Restricted paths: what it costs to check the node only at the time slices

**The identity and the assumption**

Conventions: two electrons of equal spin projection (triplet H₂, M_S = 1), protons clamped at separation R_b. R = (r₁, r₂) is a point in six dimensions, P swaps the electrons, and H = −λ∇² + V is real, with λ = ħ²/(2mₑ) = 6.104 × 10⁻³⁹ J m². Imaginary time t is in J⁻¹ and runs to β = 1/(k_B T). The fermion density matrix obeys ∂ρ_F/∂t = −Hρ_F with ρ_F(R,R*;0) = ½[δ(R − R*) − δ(R − PR*)].

Fix the reference point R* and let D(t) be the region connected to it in space-time in which ρ_F(R,R*;t) > 0. Let G(R_β;R,t) propagate from (R,t) to (R_β,β) inside D and vanish on the boundary ∂D(t). In its earlier arguments it obeys ∂G/∂t = +HG. For any w that solves the Bloch equation in D, Green's theorem with outward normal n gives

d/dt ∫_D G w dR = −λ ∮ (w ∂ₙG − G ∂ₙw) dS = −λ ∮ w ∂ₙG dS.

The motion of the boundary adds nothing, because G is zero there. Integrating over t,

w(R_β,β) = ∫ G(R_β;R₀,0) w(R₀,0) dR₀ − λ ∫₀^β dt ∮ w ∂ₙG dS.   (1)

For w = ρ_F the surface term vanishes, so the initial values and the zero boundary values fix the solution. G is the path integral over paths that never touch the node for 0 < t ≤ β. This is the restricted path identity (Ceperley, 1991). On the diagonal ρ_F(PR*,R*;β) = −ρ_F(R*,R*;β) < 0, so a path from R* cannot close on the exchanged point, and every surviving weight is positive. For more electrons the even permutations survive. Since ρ_F(R*,R*;β) = ∫ ρ_F(R,R*;β/2)² dR, the ring can be built from two branches that both start at R*, and nodes are needed only up to β/2.

The assumption examined here sits in the words "never touch". G vanishes on the node only if a path is removed at whatever real time t it reaches it. A code has M slices with step τ = β/M, and the simplest code tests the sign of ρ_F(R_k,R*;kτ) at the slices only. A path can cross the node and return within one link without being caught. Below, the nodes are exact and each link carries the exact unrestricted density matrix, so this leak is the only error.

**Step 1: the leak moves the wall outward**

One link is a Gaussian step of variance σ² = 2λτ in each of the six directions. On the scale σ the node is flat and at rest: its sag is of order σ² times the curvature, and its motion in one step is of order τ, both small against σ ∝ √τ. Only the distance x from the node matters, and it performs a Gaussian random walk that is removed when x < 0 at a slice. Many σ inside, the slice-to-slice evolution is the Bloch equation and the solution looks linear in x. Within a few σ of the node it bends, and it is not zero at x = 0, since a walker there survives the next test half of the time. The linear part is therefore ∝ x + δ, and the interior sees a continuous wall displaced outward by δ, a pure number times σ.

The mean maximum of the walk fixes that number. Let S_k = X₁ + … + X_k and M_n = max(0, S₁, …, S_n). If S_n > 0, then M_n = X₁ + max(0, X₂, …, X₂ + … + X_n). If S_n ≤ 0, then M_n = M_{n−1}. Relabelling the steps leaves S_n unchanged, so the two maxima over n − 1 steps add up to ⟨M_{n−1}⟩, and X₁ contributes 1/n of ⟨max(S_n,0)⟩ = σ√(n/2π). Hence

⟨M_n⟩ = (σ/√(2π)) Σ_{k=1}^{n} k^(−1/2) = (σ/√(2π)) [2√n + ζ(½) + O(n^(−1/2))].

The continuous path has ⟨M⟩ = σ√(2n/π) by the reflection principle, which is the first term. By symmetry the probability that M_n ≤ x is the survival probability of a walker that starts at distance x from the wall, and ⟨M_n⟩ is the integral over x of one minus it. Moving the wall out by δ lowers that integral by δ. The layer x ≲ σ, where the picture fails, has survival of order n^(−1/2) and drops out at large n. With ζ(½) = −1.4604,

δ = −ζ(½) σ/√(2π) = 0.5826 √(2λτ).   (2)

The same constant is known from discretely monitored barriers (Broadie, Glasserman and Kou, 1997).

**Step 2: what a displaced wall does to ρ_F**

Let w be the leaky path sum, which vanishes at distance δ outside ∂D. On ∂D it equals δ|∂ₙρ_F| to first order. G is positive inside, so −∂ₙG = |∂ₙG|, and (1) gives the first correction

Δρ(R_β,R*;β) = λ δ ∫₀^β dt ∮ |∂ₙG| |∂ₙρ_F| dS > 0.   (3)

It is of order √τ and always adds weight.

Free pair, any temperature. The node is the plane (r₁ − r₂)·(r₁* − r₂*) = 0, at rest. The normal coordinate in six dimensions is the component of (r₁ − r₂)/√2 along the reference separation. An image across the displaced wall solves the problem, and for a pair at separation r ≫ σ the exchange factor on the diagonal becomes 1 − exp[−(r + √2 δ)²/(2λβ)]. Its term linear in δ is (3). The exchange hole is partly filled in.

Low temperature. When the lowest triplet state dominates, the node is its static node. With φ normalised over one nodal pocket, G → φ(R_β)φ(R) e^(−(β−t)E) and ρ_F → ½ φ(R)φ(R*) e^(−tE). Then (3) gives Δρ/ρ_F = βλKδ, so the free energy shifts by

ΔF = −λ K δ,   K = ∮ |∂ₙφ|² dS.   (4)

This is Hadamard's formula for a moved boundary. The shift is negative: a leaky node lowers the energy. Both branches of the β/2 scheme leak alike and their times add to β, so that scheme does not reduce the shift.

The estimator matters. For a static node ln Z_M = ln Z + βλKδ with δ ∝ √(β/M). The thermodynamic estimator differentiates at fixed M, so it is shifted by

ΔE = −∂/∂β (βλKδ) = −(3/2) λKδ.   (5)

**Step 3: K for triplet H₂ in a model**

Assume a Heitler–London triplet a(1)b(2) − b(1)a(2) with Gaussian orbitals exp(−α|r − R_A|²) and exp(−α|r − R_B|²) on protons at z = ±R_b/2. Expanding the exponents gives exp[−α(r₁² + r₂²)] sinh[αR_b(z₁ − z₂)] up to a constant. The node is the plane z₁ = z₂. With u = (z₁ − z₂)/√2 the five directions along the node factor out and cancel in the normalisation, leaving

f(u) = e^(−αu²) sinh(κu)/κ,   κ = √2 αR_b,   f′(0) = 1.

Then K = 1/N(0) with N(u) = ∫_u^∞ f² du′. Using sinh² y = (cosh 2y − 1)/2 and κ²/(2α) = αR_b²,

K = 8α²R_b² √(2α/π) / (e^(αR_b²) − 1).   (6)

For α we use the variational optimum of one Gaussian on a hydrogen atom. Minimising 3λα − (e²/4πε₀)·2√(2α/π) gives α = 8/(9πa₀²) = 1.010 × 10²⁰ m⁻², which recovers 85 % of the binding energy of the atom.

Assumed conditions: R_b = 2a₀ = 105.8 pm and T = 5000 K, so k_B T = 6.90 × 10⁻²⁰ J, in a cell small enough that ionised states carry no weight. Then αR_b² = 1.132, K = 3.49 × 10³⁰ m⁻³ and λK = 2.13 × 10⁻⁸ J/m.

M      σ (pm)   δ (pm)   ΔF (10⁻¹⁹ J)   ΔF (eV)   second order (%)
200    29.7     17.3     −3.7           −2.3      9
800    14.9     8.7      −1.8           −1.2      4
3200   7.4      4.3      −0.92          −0.58     2

At M = 200, where 1/τ = k_B × 10⁶ K, the model's free energy is too low by about 5 k_B T, and by (5) the thermodynamic energy is shifted by −5.5 × 10⁻¹⁹ J. Four times as many slices halve the shift. Bringing |ΔF| below 0.1 k_B T this way would take about 6 × 10⁵ slices. At R_b = 3a₀ = 158.8 pm and M = 200, (6) gives ΔF = −1.5 × 10⁻¹⁹ J. The shift is thus stronger at short distance. It flattens the repulsion between the two atoms, and with mobile protons it would let parallel-spin atoms come too close.

**How far to trust these figures**

Second order in δ. The function f is an eigenfunction of the one-dimensional potential E + λf″/f, and within that separable model the next term can be found. Let ψ(u;E) be the decaying solution with ψ′(0) = 1. A wall at −δ requires ψ(0;E) = δ + O(δ³), because ψ″(0) ∝ ψ(0). The Wronskian of ψ and ∂ψ/∂E gives ∂ψ(0;E)/∂E = −∫₀^∞ψ² du/λ at every E. Differentiating once more needs ∂ψ/∂E = f·s with λf²s′ = N, and the constant in s is fixed by ψ′(0) = 1. An integration by parts then gives

ΔF = −λKδ(1 − γδ),   γ = ∫₀^∞ [1/u² − K²N(u)²/f(u)²] du.

At R_b = 2a₀, γ is about 5 × 10⁹ m⁻¹, and γδ is the last column of the table. It reduces the size of the shift and does not change its order.

Orbital shape. Repeat with 1s orbitals exp(−r/a₀). In spheroidal coordinates ξ = (r_A + r_B)/R_b and η = (r_A − r_B)/R_b, at R_b = 2a₀, the triplet is ∝ e^(−ξ₁−ξ₂) sinh(η₁ − η₂), with the curved node η₁ = η₂. The volume element is (R_b/2)³(ξ² − η²) dξ dη dϕ (ϕ the azimuth), |∇η|² = (4/R_b²)(1 − η²)/(ξ² − η²), and the norm over one pocket is 1 − S² with overlap S = 0.586. With A = ξ₁² − η² and B = ξ₂² − η²,

K = [16/(a₀³(1 − S²))] ∫₋₁¹ dη (1 − η²)^(3/2) ∫₁^∞∫₁^∞ dξ₁dξ₂ e^(−2ξ₁−2ξ₂) (A + B)^(3/2)/√(AB).

The inequalities 2^(3/2)(AB)^(1/4) ≤ (A + B)^(3/2)/√(AB) ≤ √2(A/√B + B/√A) factorise the ξ integrals and place this K between about 1.0 and 1.3 times the Gaussian value. Neither form lets the orbitals relax or polarise in the molecule, so this tests the orbital shape and not the Heitler–London form.

Finite temperature. With an assumed gap Δ ≈ 6 × 10⁻¹⁹ J to the next triplet state, typical of this bond length, the Boltzmann factor of that state is 2 × 10⁻⁴. The node, however, settles to the ground-state node only after t ≈ 1/Δ from the reference point, at both ends of the ring. These stretches are a fraction of order 2k_B T/Δ ≈ 0.2 of the path. On them (3) holds but (4) does not, so ΔF is uncertain by a fraction of up to that order.

The table is therefore the model's result. It supports the sign, the √τ law and a size of a few 10⁻¹⁹ J at 1/τ = k_B × 10⁶ K, and its second figure serves only to compare the rows.

**Restoring the assumption**

For a flat static node and free motion, the restricted link between distances d and d′ from the node is the Gaussian minus its image. Since (d + d′)² − (d − d′)² = 4dd′, this is the free link times

1 − exp[−d d′/(λτ)].

This factor is the probability that the continuous path between two allowed slices stays clear of the plane. Used as a nodal action on every link, it is exact in the flat, static, free limit in which (2) was derived, so it removes the √τ term. What remains comes from node curvature, node motion, the variation of V across a link and the estimate of d (often ρ_F/|∇ρ_F|), and is of higher order in √τ as long as that estimate becomes exact at the node. The test for a new code follows from this. Run triplet H₂ at M, 4M and 16M and tabulate the energy against √τ. A negative linear term, such as −(3/2)λK × 0.5826 √(2λτ) for a bare sign test, means that the nodal action is missing or that d is measured in the wrong metric. The usual slip is the √2 between the separation r₁ − r₂ and the distance in six dimensions.